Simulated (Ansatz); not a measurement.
**Abstraction of H: BH(CH3)I + CH8NSi2 → B(CH3)I + CH9NSi2**

Species: BH(CH3)I, singlet; CH8NSi2 `CN([SiH2])[SiH3]`, doublet; B(CH3)I, doublet; CH9NSi2 `CN([SiH3])[SiH3]`, singlet. A radical takes H: the energy is the difference in strength between the B–H bond broken and the Si–H bond made.

Shapes, held fixed at every level: PBE0-D4/def2-TZVP. Flexible molecules stand in one conformer, not always the lowest. Programs: Ansatz 0.2.0. The zero-point and thermal change to 298 K, harmonic and unscaled (PBE0-D4/def2-TZVP), is -2.2 kJ/mol.

```tsv
level	kind	ΔH(298 K) (kJ/mol)	less CCSD(T)/def2-TZVPP	CPU time (sum over the molecules)
HF/def2-TZVPP	Hartree–Fock	+39.0	-12.0	–
SPW92/def2-TZVPP	LDA	+64.1	+13.1	13 s
PBE-D4/def2-TZVPP	GGA	+58.8	+7.8	23 s
r2SCAN-D4/def2-TZVPP	meta-GGA	+49.4	-1.6	40 s
BHLYP-D4/def2-TZVPP	global hybrid	+51.3	+0.3	33 s
r2SCAN0-D4/def2-TZVPP	global hybrid	+48.4	-2.6	49 s
MP2/def2-TZVPP	perturbation theory	+53.2	+2.2	–
CCSD(T)/def2-TZVPP	coupled cluster or CI	+51.0	0.0	28 min
```

The highest level, CCSD(T)/def2-TZVPP, gives ΔH(298 K) = +51.0 kJ/mol; the levels span +39.0 to +64.1. The column of differences is taken from that level and isn't an error. No measured value is set beside it here. Open shells run unrestricted unless RO is named. For atoms past krypton def2 sets carry core potentials with scalar relativity. Correlated rows may include outer-core shells of I, which these sets cover unevenly. Times are processor times on shared x86 and Arm servers, and rough.

Every level makes the abstraction endothermic, so the B–H bond of the iodoborane is stronger than the Si–H bond formed, by 51.0 kJ/mol at CCSD(T). Thermodynamics therefore favours the reverse direction, in which the boryl radical takes hydrogen from the silane. Boron's compact valence orbitals overlap well with hydrogen 1s, whereas silicon's more diffuse 3s and 3p orbitals form a longer, weaker bond. The boryl radical also probably gains little from its substituents, since its unpaired electron sits largely in an in-plane σ orbital, poorly placed to interact with the iodine π lone pair.

Hartree–Fock gives the smallest preference and LDA the largest, while MP2 lies only 2.2 kJ/mol above the coupled-cluster value, which suggests that correlation strengthens the B–H bond more than the Si–H bond. Exact exchange is not needed for close agreement here: r2SCAN-D4 differs by just -1.6 kJ/mol, and its hybrid comes no closer. The reaction enthalpy alone does not establish the barrier, and hence how fast hydrogen transfers in either direction.
